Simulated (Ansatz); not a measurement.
## C: pressure against volume

C, P6_3/mmc, a = 2.510 Å, c = 8.280 Å. Ansatz: r2SCAN, PAW, 500 eV, Γ-centred 12×12×4 mesh on 8 atoms, Gaussian smearing 0.02 eV; no spin polarisation. Shape and atoms are relaxed at each volume; pressure is positive in compression.

| V (Å³/atom) | P (GPa) |
| --- | --- |
| 4.969 | 72.69 |
| 5.138 | 50.50 |
| 5.308 | 31.25 |
| 5.477 | 14.53 |
| 5.647 | 0.00 |
| 5.816 | -12.63 |
| 5.985 | -23.61 |
| 6.211 | ? |

Take V0 = 5.647 Å³/atom, fit the third-order Birch–Murnaghan form to the other rows, and predict the missing pressure.

With the Eulerian strain f = ½[(V0/V)^(2/3) − 1] and y = P/[3f(1 + 2f)^(5/2)], the form is the line y = B0 + 1.5 B0 (B0′ − 4) f. Rows (f, y): 0.04451, 439.9; 0.03250, 442.5; 0.02107, 445.9; 0.01029, 447.3; -0.00973, 454.5; -0.01901, 456.1. Means f = 0.01327, y = 447.70; Σ(Δf)² = 0.002986, ΣΔfΔy = -0.7841; the slope is their ratio. y = 451.2 − 262.5 f GPa, so B0 = 451.2 GPa and B0′ = 4 + 2 × (-262.5)/(3 × 451.2) = 3.61. At V = 6.211, f = -0.03075, y = 459.27 and P = -36.15 GPa. The run gave -36.03 GPa, so the fit is 0.12 GPa too low, a small miss on the scale of the series. The form still works here, 22 % of the fitted range beyond its end.

The cell dimensions and atomic volume point to a diamond polytype with mixed cubic and hexagonal stacking, not graphite, and the fitted bulk modulus of 451.2 GPa agrees with that. In a tetrahedral network of short, strongly directional covalent bonds there is no soft interlayer gap to close, so a change in volume must stretch or compress the bonds themselves. Carbon's compact 2p shell, with no p electrons in the core beneath it, makes those bonds unusually short and stiff.

The pressure climbs ever more steeply on compression as overlap repulsion grows, and flattens on expansion as the bonds weaken. A B0′ of 3.61 means that this stiffening is somewhat weaker than the second-order form would give. At the largest volume the lattice pulls back slightly less than predicted, which probably reflects higher-order anharmonicity in the stretched bonds, though a single point cannot establish it. The smooth curve under tension does not show that the network would survive shear or a transformation towards graphite at these volumes.
